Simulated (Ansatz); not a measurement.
## Dissociation curves of SiH4 (silane)

SiH4: 5 atoms, total charge 0, spin state singlet. SMILES: `[SiH4]`. The coordinates come from a PBE0-D4/def2-TZVP relaxation.

| atom | x (Å) | y (Å) | z (Å) |
| --- | --- | --- | --- |
| Si | 0.0000 | 0.0000 | -0.0001 |
| H | 0.9676 | -0.6884 | 0.8909 |
| H | -1.3310 | 0.0449 | 0.6560 |
| H | -0.1051 | -0.7403 | -1.2826 |
| H | 0.4685 | 1.3838 | -0.2642 |

The Si1–H2 distance is scanned; the parts on either side stay rigid. Basis 3-21G, 5 core orbitals frozen in the correlated methods; program Ansatz 0.2.0. FCI is exact within this basis and core. Energies in eV from each method's value at 1.485 Å; methods without a U are spin-restricted. The shape above is that at 1.485 Å.

| distance (Å) | PBE | revPBE | PBE0 | r2SCAN0 | CCSD(T) | BCCD(T) | FCI |
| --- | --- | --- | --- | --- | --- | --- | --- |
| 1.485 | 0.00 | 0.00 | 0.00 | 0.00 | 0.00 | 0.00 | 0.00 |
| 1.856 | 0.61 | 0.60 | 0.68 | 0.72 | 0.59 | 0.59 | 0.59 |
| 2.227 | 1.72 | 1.70 | 1.87 | 1.94 | 1.60 | 1.60 | 1.60 |
| 2.969 | 3.58 | 3.54 | 3.93 | 4.06 | 2.99 | 3.00 | 2.99 |
| 3.711 | 4.63 | 4.57 | 5.18 | 5.35 | 3.34 | 3.37 | 3.39 |

Departure from the FCI curve at its largest: PBE +1.23 eV at 3.71 Å; revPBE +1.18 eV at 3.71 Å; PBE0 +1.78 eV at 3.71 Å; r2SCAN0 +1.96 eV at 3.71 Å; CCSD(T) -0.05 eV at 3.71 Å; BCCD(T) -0.03 eV at 3.71 Å. Restricted functionals keep the electrons paired too, and rise too high.

Stretching one Si–H bond turns a well-described σ pair into two weakly coupled electrons, one on SiH3 and one on H. As the σ and σ* orbitals approach degeneracy, a single closed-shell determinant retains too much ionic character. PBE0 lies above PBE at every stretched distance because exact exchange brings in more of this restricted Hartree–Fock error, whereas semilocal exchange partly mimics the missing left-right correlation.

The coupled-cluster methods recover most of that correlation and follow FCI closely until the last point, where both fall slightly below it. This is the expected onset of failure for perturbative triples as the orbital gap closes; Brueckner orbitals soften it only a little.

The FCI curve is flattening but still rising at 3.39 eV, so this is not yet a dissociation limit. Even so, it sits noticeably below the known Si–H bond energy, probably because 3-21G lacks polarization functions and recovers too little of the bonding pair's correlation. The close agreement with FCI therefore supports the treatment of correlation, not the absolute bond strength.
